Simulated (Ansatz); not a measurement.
Rb: pressure against volume per atom

All results are calculated (Ansatz 0.2.0 development build). Equation of state of a cubic crystal from periodic Kohn-Sham density functional theory without spin; pressure corrected for the finite basis.

Cell of the first row (space group Im-3m, No. 229):
```
CELL_PARAMETERS angstrom
-2.77850 2.77850 2.77850
2.77850 -2.77850 2.77850
2.77850 2.77850 -2.77850
ATOMIC_POSITIONS crystal
Rb 0.00000 0.00000 0.00000
```

Settings of every row: formula Rb; structure type bcc; functional PBE; spin treatment none; k mesh 27x27x27; occupation method fermi-dirac; occupation width 0.061225619 eV; wave cutoff 420 eV; datasets soft-1 PAW; density cutoff ratio 4.

| row | volume per atom (Å³) | pressure (GPa) | energy above lowest point (meV/atom) |
| --- | --- | --- | --- |
| 1 | 85.801 | 0.187 | 2.97 |
| 2 | 87.626 | 0.117 | 1.24 |
| 3 | 89.452 | 0.053 | 0.27 |
| 4 | 91.278 | ? | ? |
| 5 | 93.103 | -0.057 | 0.36 |
| 6 | 94.929 | -0.105 | 1.28 |
| 7 | 96.754 | -0.148 | 2.73 |

Question: what pressure should row 4 give?

Worked fit of pressure. Take u = (V_r/V)^(2/3) − 1 with V_r = 91.278 Å³ an atom, which is twice the finite (Eulerian) strain; such expansions in the strain, on which the Birch-Murnaghan equation of state is built, carry the rest volume and the bulk modulus. The shown rows have u = 0.04212, 0.0276, 0.01356, -0.01311, -0.02581, -0.0381. Least squares give pressure = −0.0047 + 4.136 × u + 9.85 × u² GPa; a straight line predicts inner rows, each left out in turn, worse (root mean square 0.0059 against 0.00027 GPa). All shown rows lie on it to the printed digit. The pressure vanishes at u = 0.0011, or V = 91.12 Å³ an atom, and there the bulk modulus at fixed shape and fractions is B = −V dP/dV = (2/3)(1 + u) dP/du = 2.78 GPa. The withheld row has u = 0, so the fit gives −0.0047 + 4.136 × (0) + 9.85 × (0)² = -0.005 GPa.

The calculation gave -0.004 GPa. The fit lies 0.001 GPa (0.3 % of the column's range) below it, one unit of the last digit.

The other values of row 4: energy above lowest point 0 meV/atom.
